**1. The model and its conventions.** Let $u=+1$ be copper and $u=-1$ the space around it. With $\mu$ in units of the well height $W$, lengths in nm and time in units of $1\,\mathrm{nm^2}/(M_0W)$, where $M_0$ scales the mobility,

$$u_t=\nabla\cdot\big(M(u)\nabla\mu\big),\qquad \mu=f'(u)-\varepsilon^2\nabla^2u,\qquad f=\tfrac12(1-u^2)^2,\qquad M=(1-u^2)_+ . \tag{1}$$

The subscript $+$ sets $M=0$ for $|u|>1$. The normal $n$ points out of the solid, $V$ is the velocity along $n$, and $\kappa$ is the sum of the principal curvatures, positive for a convex solid ($1/R$ for a wire). The stretched normal coordinate is $z$, in units of $\varepsilon$, with $z=0$ at $u=0$. The surface energy is isotropic.

**2. The three numbers of the flat profile.** For $\mu=0$, $u''=f'(u)$ gives $u_0=-\tanh z$. Then $\sigma=\varepsilon\int u_0'^2dz=\tfrac43\varepsilon$, $\int M\,dx=\varepsilon\int\mathrm{sech}^2z\,dz=2\varepsilon$, and the jump is $\Delta u=2$. On a curved interface $\mu=f'(u)-u''-\varepsilon\kappa u'$. The potential is uniform across the layer to the order needed, since the layer is thin and conducts well. Multiplying by $u'$ and integrating gives $-\mu\,\Delta u=-\sigma\kappa$, so

$$\mu=\frac{\sigma\kappa}{\Delta u}=\tfrac23\varepsilon\kappa. \tag{2}$$

**3. Where the assumption enters.** In the frame of the interface $u_t=-Vu'/\varepsilon$. Integrating (1) across the layer,

$$\Delta u\,V=\Big(\int M\,dx\Big)\nabla_s^2\mu+\big[M\,\partial_n\mu\big]^{\rm out}_{\rm in}. \tag{3}$$

Textbooks drop the bracket because $M(\pm1)=0$. What remains is Mullins' law (1957),

$$V=B\nabla_s^2\kappa,\qquad B=\frac{\sigma}{\Delta u^2}\int M(u_0)\,dx=\tfrac23\varepsilon^2 . \tag{4}$$

The sign can be tested on a nearly flat surface, where $\kappa=-y_{xx}$ gives $y_t=-By_{xxxx}$, a decay. A simulation fixes $M_0W$ by equating $\tfrac23\varepsilon^2M_0W$ to the physical $D_s\nu\sigma\Omega^2/k_BT$, with surface diffusivity $D_s$, areal density $\nu$, surface energy $\sigma$ in J/m² and atomic volume $\Omega$. The kept term in (3) is already small: a conductance of order $\varepsilon$ times a gradient of order $\varepsilon$. The bracket may be dropped only if it is smaller than $\varepsilon^2$, that is, if the bulk mobility is smaller than order $\varepsilon$. That $M$ vanishes at $\pm1$ does not guarantee this, because next to a curved interface the bulk does not sit at $\pm1$.

**4. The shifted bulk values.** Far from the layer $\mu=f'(u)$, and $f''(\pm1)=4$, so $u=\pm1+\mu/4$. Both values move the same way. For a wire $\mu>0$.

- Outside, $u=-1+\mu/4$ lies within the interval and $M=1-u^2\simeq\mu/2$, of order $\varepsilon$.
- Inside, $u$ would exceed 1. The profile instead ends at a free boundary with $u=1$, $u'=0$, and the core carries no flux.

The leak is one-sided and runs through the vacuum. Swapping the labels $\pm1$ reverses the sign of $\mu$ and leaves the leak outside the convex body.

**5. The outer equation.** Inserting $u=-1+\mu/4$ and $M=\mu/2$ in (1) gives $\mu_t=\nabla^2(\mu^2)$, a porous-medium equation with diffusivity $D=2\mu$. Since $D$ is of order $\varepsilon$ and $V$ of order $\varepsilon^2$, the exterior is quasi-static, and (3) becomes

$$V=\tfrac23\varepsilon^2\nabla_s^2\kappa+\tfrac14\,\mu\,\partial_n\mu,\qquad \nabla^2(\mu^2)=0\ \text{outside},\qquad \mu=\tfrac23\varepsilon\kappa\ \text{on the surface}. \tag{5}$$

Both terms are of order $\varepsilon^2$. This is the limit found by Lee, Münch and Süli (2016). For a general smooth well and linearly vanishing mobility, the strength of the leak is one pure number, the bulk mobility at curvature $1/R$ times $R$, divided by the surface conductance:

$$\beta=\frac{M'(-1)\,\sigma}{f''(-1)\,\Delta u\int M\,dx}=\frac{2\cdot\frac43\varepsilon}{4\cdot2\cdot2\varepsilon}=\frac16 . \tag{6}$$

**6. The wire.** Let the axis be $\zeta$ and $r=R+\delta\,e^{\omega t}\cos k\zeta$, $x=kR$. To first order $\kappa=1/R+\delta(k^2-R^{-2})\cos k\zeta$. The surface term gives

$$\omega_s=\frac{B}{R^4}\,x^2(1-x^2),$$

with its maximum $B/4R^4$ at $x=1/\sqrt2=0.707$, $\lambda=2\sqrt2\,\pi R=8.89R$ (Nichols and Mullins 1965). For the bulk term take the exterior in equilibrium with the straight wire, $\mu_0=2\varepsilon/3R$ everywhere. Linearising $\nabla^2(\mu^2)=0$ about a constant leaves Laplace's equation, whose decaying solution is

$$\mu_1=\tfrac23\varepsilon\,\delta\,(k^2-R^{-2})\cos k\zeta\;\frac{K_0(kr)}{K_0(kR)} .$$

With $K_0'=-K_1$, the term $\tfrac14\mu_0\partial_r\mu_1$ gives $\omega_b=(\varepsilon^2/9R^4)(1-x^2)\,h(x)$, where $h=xK_1(x)/K_0(x)$. Hence

$$\omega=\frac{B}{R^4}(1-x^2)\Big[x^2+\tfrac16h(x)\Big],\qquad \frac{\omega_b}{\omega_s}=\frac{K_1(x)}{6xK_0(x)} . \tag{7}$$

The threshold $x=1$ is untouched, since it is set by energy. The ratio is free of $\varepsilon$, $R$, $\sigma$ and $M_0$. At $x=1/\sqrt2$, $K_0=0.653$, $K_1=1.035$, and the ratio is $0.374$. It is $1.24$ at $x=0.3$, $0.597$ at $x=0.5$ and $0.273$ at $x=0.9$: long waves gain most, so the maximum moves to smaller $k$. Using $h'=h^2/x-x$, the condition $d\omega/dx=0$ has its root at $x=0.669$.

**7. Size for a copper wire.** Take an illustrative radius $R=20$ nm, and one spherical bead per wavelength, of diameter $d=(6\lambda R^2)^{1/3}$.

| limit $\varepsilon\to0$ | $x_m$ | $\lambda/R$ | $\lambda$ (nm) | $d$ (nm) | $\omega_mR^4/B$ |
|---|---|---|---|---|---|
| Mullins, (4) | 0.707 | 8.89 | 178 | 75 | 0.250 |
| with leak, (5) | 0.669 | 9.40 | 188 | 77 | 0.347 |

The pattern is barely changed: the wavelength grows by 5.8 per cent. The rate grows by a factor $1.39$, and a $B$ fitted to a growth rate through the Mullins formula would exceed the $B$ of (4) by that factor. If the code uses $|1-u^2|$ and lets $u$ pass 1, the core conducts too, with $I_0(kr)$ in place of $K_0(kr)$. That adds $I_1/(6xI_0)=0.079$ at $x=1/\sqrt2$, for a total of $0.452$.

**8. Why the usual tests miss it.** Refining $\varepsilon$ converges, to (5). The $R^{-4}$ scaling of the rate survives, because the bulk mobility itself falls as $1/R$. The decay of a small sinusoid on a flat surface is reproduced, because there $\mu_0=0$ and the leak is quadratic in the amplitude. A curved base state exposes it, and so does the late stage: separate beads keep their volumes under (4) and exchange matter under (5).

**9. How far the digits hold at finite width.** Take $\varepsilon=2$ nm, so $\varepsilon/R=0.1$, $\mu_0=0.067$, and $x=1/\sqrt2$, where $h=1.121$. Two corrections carry logarithms.

- *Outer tail.* There $M\simeq4e^{-2z}+\mu_0/2$. The tail removes radial resistance over the width $\int_0^\infty 4e^{-2z}M^{-1}dz\simeq z_0=\tfrac12\ln(8/\mu_0)=2.4$. This turns $1/h$ into $1/h-\varepsilon z_0/R$ and raises $\omega/\omega_s$ by $(\varepsilon/R)z_0h^2/6x^2=0.10$ at first order.
- *Inner tail.* Near $u=1$ the solution of $\mu_0=4(u-1)-u''$ that touches down at depth $z_*$ is $u-1=\tfrac14\mu_0[1-\cosh2(|z|-z_*)]$. Matching to $-2e^{-2|z|}$ gives $z_*=\tfrac12\ln(16/\mu_0)=2.7$. Integrating $M\simeq2(1-u)$ shows a loss $\mu_0z_*/2$ from the conductance 2, which lowers $\omega/\omega_s$ by $(\varepsilon/R)z_*/6=0.046$.

The net is about $+0.05$. Four terms without logarithm are smaller. The first integral of note 2, ended at $u=1$, reads $-2\mu+\mu^2/8=-\tfrac43\varepsilon\kappa$, so $\mu=\tfrac23\varepsilon\kappa+\varepsilon^2\kappa^2/36$ and $d\mu/d\kappa$ rises by the fraction $\varepsilon/12R=0.008$. The jump $\Delta u=2-\mu_0/4$ raises $V$ by the same fraction. The lag of the exterior replaces $k^2$ by $k^2+\omega/D$ with $\omega/Dk^2=0.034$, worth $0.004$. The exterior mobility is $M=\tfrac12\mu(1+\mu/4)$ at next order, and $\mu_0$ itself rises by the fraction $\varepsilon/24R$; together they add $0.008$. In units of the Mullins rate the bulk term is then $0.374+0.10+0.004+0.008=0.49$ and the surface term $1-0.046=0.954$. The two fractions $\varepsilon/12R$ multiply both terms and cancel in the ratio. At this width the leak is therefore about $0.5$ of the surface rate, to one figure. The two fractions add $0.023$ to the total rate, whose excess over the Mullins rate is $0.46$ from the terms listed. One further effect depends on the box. Filling a cylinder of radius $R_o$ with the shift $\mu_0/4$ costs $2\cdot2\pi R\,|\delta R|=\tfrac14\mu_0\pi(R_o^2-R^2)$, or $|\delta R|/R=(\varepsilon/24R)(R_o^2/R^2-1)=0.10$ to first order for $R_o=5R$. The $R$ in (7) is the radius after filling; with $\omega\propto R^{-4}$, using the initial radius would give an apparent excess as large as the leak.

**10. Is the leak a stand-in for real vapour transport?** The model's exterior holds $(u+1)/2=\mu_0/8=0.008$ of the solid density. For the real vapour, equate the chemical potential of an ideal gas of Cu atoms (ground-state degeneracy 2, mass $m=63.55$ u) to that of a classical Debye solid, $-E+3k_BT\ln(\Theta/T)-k_BT$:

$$n=\frac{2}{\Lambda^3}\Big(\frac{\Theta}{T}\Big)^3e^{-1}e^{-E/k_BT},\qquad \Lambda=\frac{2\pi\hbar}{\sqrt{2\pi mk_BT}} .$$

The compiled cohesive energy is 3.49 eV/atom (Harl 2010) and the compiled Debye temperature 343 K (Wikipedia). Reading the first as binding from the zero-point level, the static well depth is $E=3.49+\tfrac98k_B\Theta=3.523$ eV; the other reading raises $n$ by a factor $1.6$. At an illustrative $T=773$ K, $\Lambda=7.88$ pm and $E/k_BT=52.9$. With a typical $\Omega=0.0118$ nm³, $n\Omega\approx2\times10^{-20}$. For free-molecular exchange with unit sticking and a vapour in equilibrium with the mean radius, the Hertz–Knudsen flux $n\sqrt{k_BT/2\pi m}$ and the Gibbs–Thomson factor give $V=-A(\kappa-1/R)$, with

$$A=n\Omega\sqrt{\frac{k_BT}{2\pi m}}\;\frac{\sigma\Omega}{k_BT}\approx3\times10^{-27}\ \mathrm{m^2/s}$$

for a typical $\sigma=1.5$ J/m². The growth rate $A(1-x^2)/R^2$ at $x=1/\sqrt2$ has an e-folding time of $2\times10^{11}$ s. Against an illustrative e-folding time of one hour by surface diffusion, this estimate puts the share of the exterior at $2\times10^{-8}$. The $0.37$ of the phase-field model belongs to the model alone.

**11. The biquadratic mobility.** For $M=(1-u^2)^2$, $\int M\,dx=\tfrac43\varepsilon$ and $B=\tfrac49\varepsilon^2$. Now $M'(-1)=0$, so $\beta=0$, and the exterior mobility is $\mu^2/4$. The bracket in (3) contributes $\tfrac18\mu^2\partial_n\mu$, of order $\varepsilon^3$. A step easily missed is that the exterior is no longer quasi-static: $D=\mu_0^2=4\varepsilon^2/9R^2$, so $\omega_s/Dk^2=1-x^2$. For an exterior equilibrated beforehand the radial wavenumber is $y/R$ with $y=x\sqrt{2-x^2}$, and

$$\frac{\omega_b}{\omega_s}=\frac{\varepsilon}{12R}\,\frac{h(y)}{x^2}. \tag{8}$$

At $x=1/\sqrt2$, $y=0.866$, $h(y)=1.289$, and the ratio is $0.21\,\varepsilon/R=0.021$. The two fractions $\varepsilon/12R$ of note 9 are of the same order when $u$ stays at or below 1 in the core, so (8) is one part of a correction of a few per cent. All parts vanish linearly with $\varepsilon$, and Mullins' law is the limit.

**12. The obstacle potential.** In the deep-quench limit $f=\tfrac12(1-u^2)$ on $|u|\le1$ and infinite beyond. The profile is $u_0=-\sin z$ for $|z|\le\pi/2$, with $\sigma=\int M\,dx=\pi\varepsilon/2$ for $M=1-u^2$, so $B=\pi^2\varepsilon^2/16$ (Cahn, Elliott and Novick-Cohen 1996). A small $\mu$ moves the edges of the layer, while beyond them the constraint force absorbs it and $u=\pm1$ exactly. The bracket in (3) is then zero; in (6) this is the case of an infinitely stiff well.

**13. What to compare with a real wire.** The spacings of 178 and 188 nm are the isotropic, free-standing model's. As typical knowledge, annealed metal wires break at spacings from about this value up to roughly twice it, lengthened by surface-energy anisotropy and substrate contact and scattered by grain boundaries. That spread hides a shift of 5.8 per cent, so a plausible bead spacing is no evidence that a simulation is free of the leak. The shape of the dispersion curve is the sharper test: $\omega R^4/[Bx^2(1-x^2)]$ is flat at 1 under (4), whereas under (7) it rises from $1.27$ at $x=0.9$ to $2.24$ at $x=0.3$.